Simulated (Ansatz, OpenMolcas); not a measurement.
# How methods differ on CHFGaN (SMILES N#[C][GaH][F])

CHFGaN has 5 atoms, charge 0, and is taken as a singlet. SMILES: `N#[C][GaH][F]`. The shape is that of a PBE0-D4/def2-TZVP optimisation.

```jsonl
{"atom": "N", "x (Å)": "1.2140", "y (Å)": "-1.6572", "z (Å)": "1.2660"}
{"atom": "C", "x (Å)": "0.6410", "y (Å)": "-0.8647", "z (Å)": "0.6563"}
{"atom": "Ga", "x (Å)": "-0.2597", "y (Å)": "0.5190", "z (Å)": "-0.3455"}
{"atom": "F", "x (Å)": "-1.7247", "y (Å)": "-0.0535", "z (Å)": "-1.0926"}
{"atom": "H", "x (Å)": "0.1792", "y (Å)": "1.9827", "z (Å)": "-0.5256"}
```

Each level gives the energy change with the Ga3–H5 bond stretched from 1.539 to 1.770 Å (eV). The values are calculated.

| level | kind | program | value (eV) |
| --- | --- | --- | --- |
| revPBE/cc-pVDZ (restricted) | GGA | Ansatz | 0.24 |
| M06-2X/cc-pVDZ (restricted) | hybrid meta-GGA | OpenMolcas | 0.28 |
| PBE0/cc-pVDZ (restricted) | global hybrid | OpenMolcas | 0.30 |
| CAM-B3LYP/cc-pVDZ (restricted) | range-separated hybrid | Ansatz | 0.32 |
| HSE06/cc-pVDZ (restricted) | range-separated hybrid | Ansatz | 0.30 |
| wB97X/cc-pVDZ (restricted) | range-separated hybrid | Ansatz | 0.33 |
| B2PLYP/cc-pVDZ (restricted) | double hybrid | Ansatz | 0.30 |
| RPA@PBE/cc-pVDZ (restricted) | RPA | Ansatz | 0.28 |

All-electron rows without a relativistic Hamiltonian named are non-relativistic. The first shape isn't each level's own minimum. The values span 0.24 to 0.33 eV.

All eight levels make the Ga–H stretch uphill, by a few tenths of an eV, as expected for a polar covalent σ bond between hydrogen and the 4s/4p valence shell of Ga(III). Lengthening the bond reduces the overlap of the Ga hybrid with H 1s, but the displacement remains far from the separated-fragment regime. revPBE gives the softest response, 0.24 eV, and wB97X the stiffest, 0.33 eV, with CAM-B3LYP close behind. The low revPBE value probably reflects, at least in part, a preference for a longer Ga–H bond, so that some of the imposed stretch relieves compression.

The results don't follow the share of exact exchange alone: M06-2X lies below PBE0 despite its larger share. PBE0 and HSE06 agree at 0.30 eV, so screening the long-range exchange has no visible effect on this local distortion. A single displacement can't separate the harmonic stiffness of the bond from its anharmonicity, nor does it give the Ga–H dissociation energy.
